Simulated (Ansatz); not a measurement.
**Correcting a cheap level on S-containing molecules**

The vertical ionisation energy (cation less neutral) in eV of 6 S-containing molecules: x at HF/def2-TZVPP, y at CCSD(T)/def2-TZVPP. Shapes, held fixed at every level: PBE0-D4/def2-TZVP. Flexible molecules stand in one conformer, not always the lowest. Programs: Ansatz 0.2.0.

| molecule | x (eV) | y (eV) |
| --- | --- | --- |
| C4H6S3 (1,3-dithiane-2-thione) | 6.98 | 8.18 |
| C3H6S3 (1,3,5-trithiane) | 7.73 | 8.63 |
| C4H10S2 (diethyl disulfide) | 7.78 | 8.70 |
| C5H10S (cyclopentanethiol) | 7.88 | 8.91 |
| C5H12S (2-methyl-1-butanethiol) | 7.96 | ? |
| C4H6O2S (3-sulfolene) | 9.15 | 10.51 |

Task: Fit y = c + s·x to the known rows and predict y for C5H12S.

Result: 
1. Means of the 5 rows: x = 7.9040, y = 8.986.
2. Σ(Δx)² = 2.4525, Σ(Δx·Δy) = 2.7429, so the slope is 2.7429/2.4525 = 1.1184.
3. Intercept: 8.986 − (1.1184) × 7.9040 = 0.146. The largest residual of the fit is 0.23.
4. C5H12S: 0.146 + 1.1184 × 7.96 = 9.05 eV.

CCSD(T)/def2-TZVPP gives 9.04 eV, so the prediction is off by +0.01 eV, within the largest residual. Uncorrected, HF/def2-TZVPP misses it by -1.08 eV, and the other rows by 1.08 on average. The line removes about 100 % of this miss. Left out in turn, the other rows are missed by 0.35 eV on average. Cations run unrestricted.

Hartree-Fock places every ionisation energy too low, mainly because the neutral molecule has more correlation energy than the cation, and a mean-field difference misses the part lost with the electron. The shortfall doesn't simply grow with the ionisation energy: it is largest for 3-sulfolene, but next largest for the thione, which has the lowest value of all. These two differ in kind from the thiols, whose hole sits mostly in a sulfur 3p lone pair. The thione has a C=S π system, while the sulfone sulfur has no lone pair left, so its hole must lie elsewhere, probably on the C=C bond or the oxygens.

As these two molecules also anchor the ends of the line, its slope probably reflects a mix of bonding types rather than a general scaling of correlation. The close hit for 2-methyl-1-butanethiol owes little to that slope: the molecule lies near the middle of the fit, and a constant shift of 1.08 eV would serve equally well.
